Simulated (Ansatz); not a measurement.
COF2 (carbonyl fluoride): methods side by side

COF2 has 4 atoms, charge 0, and is taken as a singlet. As SMILES, `O=C(F)F`. The coordinates come from a GFN2-xTB relaxation.

```
atom    x (Å)    y (Å)    z (Å)
   O  -1.2438  -0.1573   0.1539
   C  -0.1025  -0.0132   0.0129
   F   0.8510  -0.8234   0.4225
   F   0.4953   0.9939  -0.5893
```

Each level gives the energy change with the C2–F3 bond stretched from 1.317 to 1.975 Å (eV). The values are calculated.

| level | kind | program | value (eV) | less FCI/STO-3G |
| --- | --- | --- | --- | --- |
| PBE/STO-3G (restricted) | GGA | Ansatz | 2.46 | +0.29 |
| r2SCAN/STO-3G (restricted) | meta-GGA | Ansatz | 2.71 | +0.54 |
| BHLYP/STO-3G (restricted) | global hybrid | Ansatz | 3.53 | +1.36 |
| CAM-B3LYP/STO-3G (restricted) | range-separated hybrid | Ansatz | 3.16 | +0.99 |
| B2PLYP/STO-3G (restricted) | double hybrid | Ansatz | 2.91 | +0.74 |
| CCSD(T)/STO-3G (restricted) | coupled cluster or CI | Ansatz | 2.18 | +0.01 |
| CCSD/STO-3G (restricted) | coupled cluster or CI | Ansatz | 2.38 | +0.21 |
| CCSDT/STO-3G (restricted) | coupled cluster or CI | Ansatz | 2.18 | +0.01 |
| FCI/STO-3G | exact in the basis | Ansatz | 2.17 | 0.00 |

FCI/STO-3G is exact within its basis and frozen core, so for wave-function methods in that basis the difference is their error; functionals converge differently with the basis, so for them it is only a difference. The first shape isn't each level's own minimum. The values span 2.17 to 3.53 eV. All rows use very small basis sets, so even the best lies far from the true value.

Stretching the C–F bond costs 2.17 eV at the FCI level, and CCSD overshoots this by 0.21 eV. Including triples, whether perturbatively or in full, brings the difference down to 0.01 eV. As the bond lengthens, the σ and σ* orbitals approach each other in energy and the doubly excited σ*² configuration gains weight. A restricted single determinant cannot adapt to this and keeps too much ionic character, so the correlation treatment has to supply a growing share of the energy at the stretched geometry.

All the functionals give a larger stretching energy than FCI, with the semilocal PBE and r2SCAN lowest and BHLYP highest. This probably reflects the loss, as exact exchange is mixed in, of the left–right correlation that semilocal exchange mimics, with the perturbative term in B2PLYP partly compensating and placing it below CAM-B3LYP despite its large exact-exchange share. The near-coincidence of CCSD(T) and CCSDT supports perturbative triples at this elongation, but not towards full dissociation, where the near-degeneracy becomes much stronger.
